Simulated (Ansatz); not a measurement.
**Ligand exchange: BrF + GeH2(CH3)I → IBr + GeH2(CH3)F**

Species: BrF (bromine fluoride), singlet; GeH2(CH3)I, singlet; IBr (iodine monobromide), singlet; GeH2(CH3)F, singlet. The partners trade F for I: Br–F and Ge–I bonds give way to Br–I and Ge–F.

Shapes, held fixed at every level: PBE0-D4/def2-TZVP. Programs: Ansatz 0.2.0. The zero-point and thermal change to 298 K, harmonic and unscaled (PBE0-D4/def2-TZVP), is +0.8 kJ/mol.

| level | kind | ΔH(298 K) (kJ/mol) | less CCSD(T)/def2-TZVPP | CPU time (sum over the molecules) |
| --- | --- | --- | --- | --- |
| HF/def2-TZVPP | Hartree–Fock | -193.2 | -22.0 | – |
| SPW92/def2-TZVPP | LDA | -163.8 | +7.4 | 7 s |
| r2SCAN-D4/def2-TZVPP | meta-GGA | -172.7 | -1.5 | 24 s |
| B3LYP-D4/def2-TZVPP | global hybrid | -172.1 | -0.9 | 20 s |
| BHLYP-D4/def2-TZVPP | global hybrid | -180.4 | -9.2 | 15 s |
| wB97M-V/def2-TZVPP | range-separated hybrid | -170.1 | +1.1 | 56 s |
| wB97X-V/def2-TZVPP | range-separated hybrid | -170.5 | +0.7 | 39 s |
| CCSD(T)/def2-TZVPP | coupled cluster or CI | -171.2 | 0.0 | 6.2 min |

The highest level, CCSD(T)/def2-TZVPP, gives ΔH(298 K) = -171.2 kJ/mol; the levels span -193.2 to -163.8. The column of differences is taken from that level and isn't an error. No measured value is set beside it here. For atoms past krypton def2 sets carry core potentials with scalar relativity. Relativity is left out for Br, Ge. Outer-core shells of Br, Ge, I are correlated, in sets that cover them unevenly. Times are processor times on shared x86 and Arm servers, and rough.

The exchange is strongly exothermic at every level, and the thermal correction of +0.8 kJ/mol shows that the driving force is almost entirely electronic. Fluorine leaves bromine, itself an electronegative partner, for the much more electropositive germanium. The strong, highly polar Ge–F bond more than pays for the loss of Br–F, while the softer iodine and bromine end up in a weaker, nearly covalent bond.

Hartree–Fock exaggerates the energy release by 22.0 kJ/mol relative to coupled cluster, so correlation stabilises the reactants more than the products. This probably reflects the compact, lone-pair-rich Br–F bond, whose correlation energy is only partly recovered in the more ionic Ge–F bond. BHLYP, with its large share of exact exchange, errs in the same direction, but exchange fraction alone doesn't order the functionals: r2SCAN-D4, which has none, is slightly more exothermic than B3LYP-D4. The reaction enthalpy establishes a thermodynamic preference, not a low barrier or a direct exchange mechanism.
